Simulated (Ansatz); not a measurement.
CH2AlN (SMILES N#[C][AlH2]): where methods fail along a bond

CH2AlN has 5 atoms, charge 0, and is taken as a singlet. SMILES: `N#[C][AlH2]`. The coordinates come from a PBE0-D4/def2-TZVP relaxation.

```xyz
5

N     1.3823   -1.3460    1.3942
C     0.7142   -0.6980    0.7118
Al   -0.4072    0.3900   -0.4346
H    -1.6297   -0.3229   -1.1202
H    -0.0097    1.9032   -0.5926
```

The C2–Al3 distance is scanned; the parts on either side stay rigid. Basis STO-3G, 7 core orbitals frozen in the correlated methods; program Ansatz 0.2.0. FCI is exact within this basis and core. Energies in eV from each method's value at 1.938 Å; methods without a U are spin-restricted; a dash marks a point that is missing or didn't converge. The shape above is that at 1.938 Å.

```
distance (Å)  PBE0  BHLYP  RPA@PBE  CCSDT(Q)   FCI
       1.938  0.00   0.00     0.00      0.00  0.00
       2.422  1.70   1.81     1.64      1.77  1.77
       2.907  3.90   4.16     3.77      4.12  4.12
       3.876  6.50   7.01     5.67      6.26  6.41
       4.845  7.26   7.92     5.58         –  6.53
```

Departure from the FCI curve at its largest: PBE0 +0.73 eV at 4.84 Å; BHLYP +1.39 eV at 4.84 Å; RPA@PBE -0.95 eV at 4.84 Å; CCSDT(Q) -0.14 eV at 3.88 Å. Restricted functionals keep the electrons paired too, and rise too high.

The FCI curve is nearly flat beyond 3.876 Å, as expected once the Al–C σ bond has largely broken into two radical fragments coupled to a singlet. There the σ and σ* orbitals approach degeneracy, and a single closed-shell determinant retains too much ionic character. Exact exchange carries that error in full, which probably explains why BHLYP ends further above FCI than PBE0. PBE0 starts below the reference and crosses it, so its closeness at 3.876 Å reflects cancellation rather than a sound description of the broken bond. RPA captures part of the left-right correlation but lies below FCI at every stretched point, and its slight fall after 3.876 Å is an artificial barrier to recombination that FCI lacks. CCSDT(Q) follows FCI through 2.907 Å, then drops below it, probably because the perturbative quadruples overcorrect as the orbital gap closes. With the fragments frozen, the FCI plateau is not a relaxed bond dissociation energy.
